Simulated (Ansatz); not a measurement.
A series in volume scale on Sr3Hg

Free energy against uniform scaling of the volume at fixed shape and fractions; periodic cell, basis, potentials, k mesh and filling as listed. The results are calculated, by Ansatz 0.2.0.

The cell before it is scaled or strained (space group Pm-3m, No. 221):
```
Sr3Hg
1.0
      5.5130     0.0000     0.0000
      0.0000     5.5130     0.0000
      0.0000     0.0000     5.5130
Sr Hg
3 1
Direct
  0.50000 0.50000 0.00000
  0.50000 0.00000 0.50000
  0.00000 0.50000 0.50000
  0.00000 0.00000 0.00000
```

Settings of every row: functional PBEsol; dispersion none; potentials PAW; wave cutoff 500 eV; density cutoff 2000 eV; k mesh 4x4x4; k shift 0x0x0; occupations fermi dirac; smearing width 0.1 eV; spin none.

Limits: coarse k mesh, up to 40 meV an atom off; minimum outside the range; no spin-orbit coupling, which can matter with elements this heavy; the cell comes from a prototype or a list of computed structures and needn't be the stable phase.

```csv
row,volume scale,V (Å³/atom),energy above lowest point (meV/atom)
1,0.94,39.376,0
2,0.96,40.214,3.4
3,0.98,41.052,?
4,1,41.889,14.5
5,1.02,42.727,22
6,1.04,43.565,30.5
7,1.06,44.403,40
```

Question: what energy above lowest point should row 3 give?

Worked fit of energy above lowest point. Take u = (V_r/V)^(2/3) − 1 with V_r = 42.308 Å³ an atom, which is twice the finite (Eulerian) strain; such expansions in the strain, on which the Birch-Murnaghan equation of state is built, carry the rest volume and the bulk modulus. The shown rows have u = 0.04904, 0.03442, 0.00666, -0.00655, -0.01933, -0.03171. Least squares give energy above lowest point = 18.11 − 564.4 × u + 3980 × u² meV/atom; a straight line predicts inner rows, each left out in turn, worse (root mean square 2.5 against 0.03 meV/atom). All shown rows lie on it to the printed digit. The withheld row has u = 0.02029, so the fit gives 18.11 − 564.4 × (0.02029) + 3980 × (0.02029)² = 8.3 meV/atom.

The calculation gave 8.3 meV/atom. The fit meets it to the printed digit.
